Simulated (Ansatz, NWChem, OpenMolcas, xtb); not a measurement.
# Ligand exchange: GeH3F + SnH3(SH) → GeH3(SH) + SnH3F

Species: GeH3F (fluorogermane) `[F][GeH3]`, singlet; SnH3(SH), singlet; GeH3(SH), singlet; SnH3F `[F][SnH3]`, singlet. The partners trade F for SH: Ge–F and Sn–SH bonds give way to Ge–SH and Sn–F.

Shapes, held fixed at every level: PBE0-D4/def2-TZVP. Programs: Ansatz 0.2.0, NWChem 7.3.0, OpenMolcas 26.06, xtb 6.7.1, xtb 6.7.1 later snapshot. A level may come from different programs for different species; with the same settings they agree closely. The zero-point and thermal change to 298 K, harmonic and unscaled (PBE0-D4/def2-TZVP), is -0.5 kJ/mol.

```
             level                    kind  ΔH(298 K) (kJ/mol)  less CCSD(T)/def2-TZVPP
          GFN0-xTB          semi-empirical               +17.2                     -0.6
       HF/def2-SVP            Hartree–Fock               +26.2                     +8.4
     HF/def2-TZVPP            Hartree–Fock               +21.4                     +3.6
 PBE-D4/def2-TZVPP                     GGA               +10.9                     -6.9
     PBE0/def2-SVP           global hybrid               +23.5                     +5.7
wB97X-V/def2-TZVPP  range-separated hybrid               +13.7                     -4.1
      MP2/def2-SVP     perturbation theory               +19.6                     +1.8
     CCSD/def2-SVP   coupled cluster or CI               +21.1                     +3.3
CCSD(T)/def2-TZVPP   coupled cluster or CI               +17.8                      0.0
```

The highest level, CCSD(T)/def2-TZVPP, gives ΔH(298 K) = +17.8 kJ/mol; the levels span +10.9 to +26.2. The column of differences is taken from that level and isn't an error. No measured value is set beside it here. For atoms past krypton def2 sets carry core potentials with scalar relativity. Relativity is left out for Ge. Outer-core shells of Ge, Sn are correlated in most correlated rows, in sets that cover them unevenly.

The exchange is endothermic at every level, so fluorine on germanium with SH on tin is the favoured pairing in enthalpy. The thermal term is tiny, so the preference is essentially electronic. It means that moving from germanium to tin costs fluorine more bond strength than it costs SH, not that Sn–F is a weak bond. The likely reason is size: compact fluorine gains more from the short, strongly polar contact with the smaller germanium, while the larger, more polarisable sulfur is less sensitive to the change of partner. Tin's greater electropositivity makes Sn–F more ionic, but evidently doesn't make up for the longer bond.

Correlation favours the products: in def2-SVP, both MP2 and CCSD lie below Hartree–Fock. The larger basis also lowers the Hartree–Fock value, so the drop from CCSD/def2-SVP to CCSD(T)/def2-TZVPP can't be credited to triples alone. The close agreement of GFN0-xTB with the highest level is probably fortuitous. The reaction enthalpy says nothing about the barrier to exchange.
